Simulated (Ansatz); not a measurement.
# How methods differ on BH3 (borane)

The species is BH3 (4 atoms), meant as a singlet with charge 0. SMILES: `B`. Geometry: relaxed at PBE0-D4/def2-TZVP.

```xyz
4

B     0.0139   -0.0151   -0.0051
H     0.9822    0.3817    0.5688
H    -0.2762   -1.1718    0.0430
H    -0.6644    0.7449   -0.6269
```

Quantity: the energy change with the B1–H2 bond stretched from 1.193 to 1.492 Å, in eV. The values are calculated.

```csv
level,kind,program,value (eV),less FCI/6-31G*
SVWN5/6-31G* (spherical functions) (restricted),LDA,Ansatz,0.61,-0.06
BLYP/6-31G* (spherical functions) (restricted),GGA,Ansatz,0.63,-0.04
r2SCAN/6-31G* (spherical functions) (restricted),meta-GGA,Ansatz,0.68,+0.01
B3LYP/6-31G* (spherical functions) (restricted),global hybrid,Ansatz,0.69,+0.02
HSE06/6-31G* (spherical functions) (restricted),range-separated hybrid,Ansatz,0.68,+0.01
B2PLYP/6-31G* (spherical functions) (restricted),double hybrid,Ansatz,0.72,+0.05
RPA@PBE/6-31G* (spherical functions) (restricted),RPA,Ansatz,0.65,-0.02
CCSD(T)/6-31G* (spherical functions) (restricted),coupled cluster or CI,Ansatz,0.67,0.00
FCI/3-21G,exact in the basis,Ansatz,0.61,-0.06
FCI/6-31G* (spherical functions),exact in the basis,Ansatz,0.67,0.00
```

FCI/6-31G* (spherical functions) is exact within its basis and frozen core, so for wave-function methods in that basis the difference is their error; functionals converge differently with the basis, so for them it is only a difference. The first shape isn't each level's own minimum. The values span 0.61 to 0.72 eV. High-level rows in very small sets aren't better than simpler rows in larger ones.

Stretching one B–H bond by this amount leaves borane essentially a single-configuration molecule: the σ pair is weakened but far from broken, and CCSD(T) reproduces the full CI value of 0.67 eV to the printed precision. The density functionals also stay close. LDA gives the smallest cost, 0.61 eV, although it typically overbinds molecules. There is no contradiction, since this energy reflects the position and curvature of the well rather than its depth, and LDA tends to make bonds to hydrogen too long and too soft. Exact exchange probably stiffens the bond, as the rise from BLYP to B3LYP and B2PLYP suggests, but it isn't required: r2SCAN, which has none, matches HSE06. Going from 3-21G to 6-31G* shifts full CI by as much as the largest difference between a functional and the reference, so the small deviations don't establish a ranking of the functionals. Nor does the close agreement carry over to full dissociation, where the separating electrons become strongly correlated and restricted treatments can fail.
